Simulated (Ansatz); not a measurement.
# NbCd3: the change of pressure with volume per atom

Results calculated with Ansatz 0.2.0, not measured. Periodic Kohn-Sham DFT of a crystal at fixed atoms; pressure and stress are positive in compression; the energy is the free energy less that of spherical unpolarised free atoms; site moments are those in the method's own spheres, positive along +z.

Cell of the first row (space group Pm-3m, No. 221):
```
CELL_PARAMETERS angstrom
4.12900 0.00000 0.00000
0.00000 4.12900 0.00000
0.00000 0.00000 4.12900
ATOMIC_POSITIONS crystal
Nb 0.00000 0.00000 0.00000
Cd 0.00000 0.50000 0.50000
Cd 0.50000 0.00000 0.50000
Cd 0.50000 0.50000 0.00000
```

Settings of every row: method frozen-core PAW; functional LDA; relativity scalar; k mesh 9x9x9; filling fermi-dirac; smearing width 0.08 eV; wave cutoff 420 eV; paw set soft_2.

Atom start moment: 0 on all atoms.

Limits: PAW files made with PBE.

| row | volume per atom (Å³) | pressure (GPa) |
| --- | --- | --- |
| 1 | 17.598 | ? |
| 2 | 18.347 | -0.188 |
| 3 | 18.721 | -2.536 |
| 4 | 18.908 | -3.606 |
| 5 | 19.47 | -6.444 |

Question: what pressure should row 1 give?

Worked fit of pressure. Take u = (V_r/V)^(2/3) − 1 with V_r = 18.815 Å³ an atom, which is twice the finite (Eulerian) strain; such expansions in the strain, on which the Birch-Murnaghan equation of state is built, carry the rest volume and the bulk modulus. The shown rows have u = 0.01693, 0.00334, -0.00328, -0.02256. Least squares give pressure = −3.0819 + 161.545 × u + 554.8 × u² GPa; a straight line predicts inner rows, each left out in turn, worse (root mean square 0.14 against 0.00037 GPa). All shown rows lie on it to the printed digit. The withheld row has u = 0.04559, so the fit gives −3.0819 + 161.545 × (0.04559) + 554.8 × (0.04559)² = 5.436 GPa.

The calculation gave 5.469 GPa. The fit lies 0.033 GPa (0.28 % of the column's range) below it; its largest miss of a shown row is 0.000 GPa. This row lies beyond the range of the fit.
